The row that looks wrong

Row #b49 compares H2NCH2GeH3 with an isomer in which ammonia sits on germanium, CH3GeH·NH3. Hartree-Fock (HF) in a minimal basis puts the second isomer 36.65 kcal/mol above the first. The density functional r2SCAN puts it 5.47 kcal/mol below. Yet in row #c44 the same two methods agree to within 4 kcal/mol. What makes the same method so good in one row and so bad in another?

Electronic energy of the second isomer less that of the first, for isolated, neutral singlet CH7GeN molecules at shapes relaxed with GFN2-xTB. HF/STO-3G and r2SCAN-D4/def2-SVP (the functional level) were run with Ansatz 0.2.0, and GFN2-xTB with xtb 6.7.1. Links are bonds between the numbered atoms.

```
     system                           first isomer                          second isomer  at hf sto 3g (kcal/mol)  at gfn2 xtb (kcal/mol)  at functional level (kcal/mol)
CH7GeN #9d4   CH3(1) GeH(2) NH3(3); links 1-2, 2-3  CH3(1) GeH2(2) NH2(3); links 1-2, 2-3                   -55.51                  -8.070                         -15.090
CH7GeN #015  CH3(1) GeH2(2) NH2(3); links 1-3, 2-3   CH3(1) GeH(2) NH3(3); links 1-2, 2-3                   -11.62                   3.710                          -8.190
CH7GeN #b49  CH2(1) GeH3(2) NH2(3); links 1-2, 1-3   CH3(1) GeH(2) NH3(3); links 1-2, 2-3                    36.65                  -7.160                          -5.470
CH7GeN #0b2   CH3(1) GeH(2) NH3(3); links 1-2, 2-3   CH3(1) GeH3(2) NH(3); links 1-3, 2-3                   -46.08                  -7.080                          -0.070
CH7GeN #4ca  CH2(1) GeH3(2) NH2(3); links 1-2, 1-3  CH3(1) GeH2(2) NH2(3); links 1-3, 2-3                    48.26                 -10.870                           2.710
CH7GeN #c44   CH3(1) GeH3(2) NH(3); links 1-3, 2-3  CH2(1) GeH3(2) NH2(3); links 1-2, 1-3                     9.44                  14.240                           5.540
CH7GeN #6fc   CH3(1) GeH3(2) NH(3); links 1-3, 2-3  CH3(1) GeH2(2) NH2(3); links 1-3, 2-3                    57.70                   3.370                           8.260
CH7GeN #8af  CH3(1) GeH2(2) NH2(3); links 1-2, 2-3  CH2(1) GeH3(2) NH2(3); links 1-2, 1-3                    18.86                  15.230                          20.570
```

Two kinds of germanium

The links in the table tell the isomers apart. In CH3GeH2NH2, CH3NHGeH3 and H2NCH2GeH3, germanium has four ordinary covalent bonds; this is Ge(IV). The other two structures, CH3GeH·NH3 and CH3NH2·GeH2, contain Ge(II). There germanium has only two ordinary bonds and keeps a lone pair, and an amine donates its own lone pair into germanium's empty 4p orbital.

The relaxed shapes confirm this picture. The Ge–N distance is 2.31 Å in CH3GeH·NH3 but 1.82 Å in CH3GeH2NH2. The long contact is a dative bond, one for which nitrogen supplies both electrons.

Ammonia-borane, H3N·BH3, is a simpler case of such a bond: nitrogen donates into an empty p orbital of boron. The likeness ends there, because boron has no lone pair of its own. In our adducts the germanium lone pair matters as well.

Sizing the break

Let ΔE be the energy of the second isomer less that of the first. If the errors of HF cancelled between isomers, it would simply repeat the r2SCAN value:

ΔE(HF) ≈ ΔE(r2SCAN)

This smooth model has no adjustable constant, and no row was used to fit it. For #b49 it predicts −5.47 kcal/mol, so the break is

36.65 − (−5.47) = 42.12 kcal/mol.

The model works in the three rows whose partners are of the same kind, with departures of at most 3.9 kcal/mol. It fails in the five rows that pair Ge(II) with Ge(IV), by 40 to 49 kcal/mol. The smallest break is thus about ten times the largest departure elsewhere, and in each of the five rows HF places the adduct too high relative to r2SCAN.

Row #015 is the telling control. It compares the two adducts with each other, and HF is again within 4 kcal/mol of r2SCAN. The adducts carry a large error, but nearly the same one, so it drops out of their difference. The five broken rows therefore trace back to two structures and are not five separate pieces of evidence.

Why the error does not cancel

Moving a hydrogen atom from germanium to nitrogen turns CH3GeH2NH2 into CH3GeH·NH3. An ordinary Ge–N bond becomes a dative one, and germanium gains a lone pair. Charge is also pulled apart: in the tight-binding method GFN2-xTB the adducts have dipole moments of about 4.5 debye, against less than 2 debye for the Ge(IV) isomers.

The likelier culprit is the minimal basis. It gives each atomic orbital a fixed size and has no functions that let it change shape, so the electrons adapt poorly to the new charge distribution. HF also leaves out electron correlation, but the direction of that error is less clear. Correlation helps a germanium lone pair lying close in energy to 4p orbitals, yet it also helps the bonding pairs of the Ge(IV) isomer. This reading is expected from theory and was not computed here. Repeating HF in a larger basis at the same shapes would test it.

For a neighbouring pair of isomers, the first thing to count is therefore the ordinary bonds at germanium. If the number stays the same, much of the error can cancel. If it changes, a large error is to be feared.

What a count of correct signs hides

GFN2-xTB shows no comparable jump; its largest departure from r2SCAN is about 14 kcal/mol. Nevertheless it gives the opposite sign in two rows, and HF in only one. HF often gets the sign right because its error happens to point the same way as the r2SCAN difference. In #6fc it turns 8.26 into 57.70 kcal/mol, which leaves the order intact and ruins the size.

Signs also mean little where r2SCAN itself finds almost no difference. Row #0b2, at −0.07 kcal/mol, is a tie. For #9d4, relaxing both isomers with another functional and basis, PBE0-D3(BJ)/pcseg-1, changes the difference from −15.1 to −12.5 kcal/mol. A shift of that size in favour of the adduct would nearly cancel the 2.71 kcal/mol of #4ca, so the sign of that row is insecure. The small def2-SVP basis, used here without a correction for superposition error, may also bind the adducts somewhat too strongly. The shift seen in #9d4 is nevertheless small beside the breaks of 40 kcal/mol and more.

Use in a search for precursors

Germanium compounds with nitrogen ligands serve as precursors for films in electronic devices. In these examples, a first filter by minimal-basis HF could discard the Ge(II) candidates even with an energy window wide enough to keep them at the r2SCAN level. The energies do not tell whether a compound evaporates or decomposes cleanly. The printed analysis below lists the departures row by row.

Printed output of the fit:

```
Departures from r2SCAN-D4 in kcal/mol:
          row  change in adducts  HF less r2SCAN  change in Ge-C bonds  GFN2 less r2SCAN
  CH7GeN #9d4                 -1          -40.42                     0              7.02
  CH7GeN #015                  0           -3.43                     1              11.9
  CH7GeN #b49                  1           42.12                     0             -1.69
  CH7GeN #0b2                 -1          -46.01                    -1             -7.01
  CH7GeN #4ca                  1           45.55                    -1            -13.58
  CH7GeN #c44                  0             3.9                     1               8.7
  CH7GeN #6fc                  1           49.44                     0             -4.89
  CH7GeN #8af                  0           -1.71                     0             -5.34
Rows that pair an adduct with a Ge(IV) molecule: 5
Smallest HF departure in those rows (kcal/mol): 40.42
Largest HF departure in those rows (kcal/mol): 49.44
Smallest HF departure in same-class rows (kcal/mol): 1.71
Largest HF departure in same-class rows (kcal/mol): 3.9
Smallest break over largest same-class departure (ratio): 10.36
Largest GFN2 departure in any row (kcal/mol): 13.58
Rows where HF has the opposite sign to r2SCAN: 1
Rows where GFN2 has the opposite sign to r2SCAN: 2
r2SCAN energy of CH3NHGeH3 above CH3GeH2NH2 (kcal/mol): 15.03
r2SCAN energy of CH3GeH.NH3 above CH3GeH2NH2 (kcal/mol): 15.09
r2SCAN energy of H2NCH2GeH3 above CH3GeH2NH2 (kcal/mol): 20.57
r2SCAN energy of CH3NH2.GeH2 above CH3GeH2NH2 (kcal/mol): 23.28
HF error of CH3NHGeH3 on that scale (kcal/mol): -5.61
HF error of CH3GeH.NH3 on that scale (kcal/mol): 40.42
HF error of H2NCH2GeH3 on that scale (kcal/mol): -1.71
HF error of CH3NH2.GeH2 on that scale (kcal/mol): 43.85
GFN2 error of CH3NHGeH3 on that scale (kcal/mol): -14.04
GFN2 error of CH3GeH.NH3 on that scale (kcal/mol): -7.02
GFN2 error of H2NCH2GeH3 on that scale (kcal/mol): -5.34
GFN2 error of CH3NH2.GeH2 on that scale (kcal/mol): -18.92
Ge-N length in CH3GeH.NH3 (angstrom): 2.311
Ge-N length in CH3GeH2NH2 (angstrom): 1.823
Largest D4 difference between structures (kcal/mol): 0.05986
PBE0 relaxed difference for the pair 9d4 (kcal/mol): -12.54
```
